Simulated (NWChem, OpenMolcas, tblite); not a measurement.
How methods differ on SnTe (SMILES [Sn][Te])

SnTe has 2 atoms, charge 0, and is taken as a singlet. As SMILES, `[Sn][Te]`. The coordinates come from a PBE0-D4/def2-TZVP relaxation.

```xyz
2

Sn    0.0000    0.0000    0.0094
Te    0.0000    0.0000    2.5273
```

Each level gives the dipole moment (D). The values are calculated.

```json
{"level": "GFN2-xTB", "kind": "semi-empirical", "program": "tblite", "value (D)": "5.62", "CPU time": "under 2 s"}
{"level": "HF/def2-TZVPPD (core potential)", "kind": "Hartree–Fock", "program": "OpenMolcas", "value (D)": "3.28", "CPU time": "20 s"}
{"level": "SVWN5/def2-TZVPPD (core potential)", "kind": "LDA", "program": "OpenMolcas", "value (D)": "2.11", "CPU time": "31 s"}
{"level": "PBE/def2-TZVPPD (core potential)", "kind": "GGA", "program": "OpenMolcas", "value (D)": "2.17", "CPU time": "33 s"}
{"level": "TPSS/def2-TZVPPD (core potential)", "kind": "meta-GGA", "program": "OpenMolcas", "value (D)": "2.25", "CPU time": "40 s"}
{"level": "BHLYP/def2-TZVPPD (core potential)", "kind": "global hybrid", "program": "OpenMolcas", "value (D)": "2.78", "CPU time": "30 s"}
{"level": "wB97X/def2-TZVPPD (core potential)", "kind": "range-separated hybrid", "program": "NWChem", "value (D)": "2.75", "CPU time": "5.8 min"}
```

The values span 2.11 to 5.62 D. Times are those of the runs behind each value, whatever else they computed, on shared processors of several kinds: orders of magnitude only.

The dipole of SnTe depends strongly on how exchange and correlation are treated. It rises from 2.11 D with SVWN5 through PBE and TPSS to 2.75 and 2.78 D with the two hybrids, and peaks among the first-principles levels at 3.28 D with Hartree–Fock. As the geometry is fixed, this reflects the electron density, not the bond length.

Tellurium is the more electronegative atom and draws charge from tin, but π donation back to tin and the outward-pointing tin lone pair oppose that polarity. Hartree–Fock lacks the correlation that favours this back-donation and so tends to make such bonds too ionic, whereas semilocal functionals spread the charge more evenly; hybrids fall in between.

GFN2-xTB, at 5.62 D, stands apart, probably because its minimal valence basis and parametrised electrostatics describe the lone-pair polarisation poorly. Even that value is well below the dipole of a full electron transferred across the bond, consistent with a polar covalent molecule. The spread alone doesn't show which functional is most accurate.
